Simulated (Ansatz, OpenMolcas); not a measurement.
How methods differ on C2H7BO (SMILES CCBO)

The species is C2H7BO (11 atoms), meant as a singlet with charge 0. As SMILES, `CCBO`. Geometry: relaxed at PBE0-D4/def2-TZVP. This is one conformer, not always the lowest.

Quantity: the HOMO–LUMO gap, in eV. The values are calculated.

| level | kind | program | value (eV) | CPU time |
| --- | --- | --- | --- | --- |
| SVWN5/def2-SVP | LDA | OpenMolcas | 5.84 | 25 s |
| BHLYP/def2-SVP | global hybrid | OpenMolcas | 11.04 | 33 s |
| PBE0/def2-SVP | global hybrid | Ansatz | 8.55 | 7.4 s |
| r2SCAN0/def2-SVP | hybrid meta-GGA | Ansatz | 9.00 | 13 s |
| HSE06/def2-SVP | range-separated hybrid | Ansatz | 7.76 | 8 s |
| wB97M-V/def2-SVP | range-separated hybrid | Ansatz | 12.93 | 60 s |
| wB97X/def2-SVP | range-separated hybrid | Ansatz | 13.37 | 26 s |
| B2PLYP/def2-SVP | double hybrid | Ansatz | 11.33 | 11 s |

The values span 5.84 to 13.37 eV. Orbital gaps aren't excitation energies, and those of double hybrids come from the SCF part alone; they tend to grow with the share of exact exchange. CPU times are rough (shared hosts, several kinds of processor and program).

The two range-separated families fall on opposite sides of PBE0: HSE06 gives 7.76 eV against 8.55 eV, while wB97M-V and wB97X give the largest gaps in the set. The label hides opposite constructions. HSE06 screens out exact exchange at long range, whereas the ωB97 functionals bring it to full strength there, which deepens the occupied levels and pushes up the empty ones. Their gaps are therefore closer in meaning to the difference between ionisation energy and electron affinity, while the LDA gap lacks the derivative discontinuity and falls well below that difference.

In this borinic acid, the empty p orbital on boron, raised by π donation from oxygen, probably dominates the LUMO. The spread thus reflects mainly what each orbital gap represents, and is no measure of uncertainty in the molecule's optical absorption or reactivity. Because the basis has no diffuse functions, the values also don't show whether the LUMO is a genuine valence acceptor level or an unbound state held in place by the basis.
